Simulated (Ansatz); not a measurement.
Equilibrium of HCl + C2H3F2I ⇌ ICl + C2H4F2 at process temperatures

Gas-phase species: HCl (hydrogen chloride), singlet; C2H3F2I `FCC(F)I`, singlet; ICl (iodine monochloride), singlet; C2H4F2 (1,2-difluoroethane) `FCCF`, singlet. The partners trade H for I: Cl–H and C–I bonds give way to Cl–I and C–H.

The electronic reaction energy at CCSD(T)/def2-TZVPP is +37.3 kJ/mol. Shapes: PBE0-D4/def2-TZVP. Flexible molecules stand in one conformer, not always the lowest. Programs: Ansatz 0.2.0. Enthalpy and entropy come from rigid-rotor, harmonic-oscillator sums on unscaled PBE0-D4/def2-TZVP wavenumbers, ideal gases at 1 bar; R ln 2 is added for the mirror twin of the chiral shape of C2H3F2I, C2H4F2. Symmetry numbers: HCl 1, C2H3F2I 1, ICl 1, C2H4F2 2. R = 8.3145 J/(mol K).

```
T (K)  ΔH (kJ/mol)  ΔS (J/(mol K))
  800        +42.2            -2.7
 1100        +41.0            -4.0
 1400            ?               ?
```

Q: Work out ln K at 800 and 1100 K, and from these estimate it at 1400 K.

A: 
1. 800 K: ΔG = +42.2 − 800 × (-2.7)/1000 = +44.4 kJ/mol; ln K = −ΔG/RT = -6.68.
2. 1100 K: ΔG = +41.0 − 1100 × (-4.0)/1000 = +45.4 kJ/mol; ln K = −ΔG/RT = -4.96.
3. Slope against 1000/T: (-4.96 − (-6.68))/(0.9091 − 1.2500) = -5.05, that is −ΔH/R with ΔH near +42 kJ/mol.
4. 1400 K: ln K = -6.68 + (-5.05) × (0.7143 − 1.2500) = -3.97.

The full sums give ΔH = +40.3 kJ/mol, ΔS = -4.6 J/(mol K), ΔG = +46.7 kJ/mol and ln K = -4.01 at 1400 K, so the line is off by +0.04 in ln K; without rounding the miss is +0.02, from the change of ΔH with temperature. The reactants are favoured over this whole range. An error of 10 kJ/mol in the energy moves ln K by 0.9 at 1400 K. Soft modes are treated as harmonic, which can err either way at these temperatures; the lowest are those of C2H3F2I (130 cm⁻¹), C2H4F2 (153 cm⁻¹). Other conformers aren't counted. Other reactions of these species are left aside. For atoms past krypton def2 sets carry core potentials with scalar relativity. Outer-core shells of I are correlated, in sets that cover them unevenly.

The exchange is uphill because chlorine loses more in giving up hydrogen for iodine than carbon gains by the reverse swap. H–Cl is a strong, polar bond with good overlap, whereas I–Cl relies on the diffuse 5p shell of iodine and is weakened by lone-pair repulsion; replacing the weak C–I bond by C–H repays only part of that cost. Entropy matters little, since two molecules give two and the gain from turning HCl into heavy ICl is offset by the loss of iodine from the organic partner.

Heating therefore raises K even though ΔG also rises: the endothermic term is divided by a larger RT, while the small negative ΔS makes ΔG itself grow. The fall in ΔH towards the electronic energy probably reflects the stiff hydrogen modes approaching their classical limit, where the zero-point penalty of the new C–H bond is cancelled. The preference for the reactants would survive an energy error of 10 kJ/mol, but it says nothing about how fast equilibrium is reached.
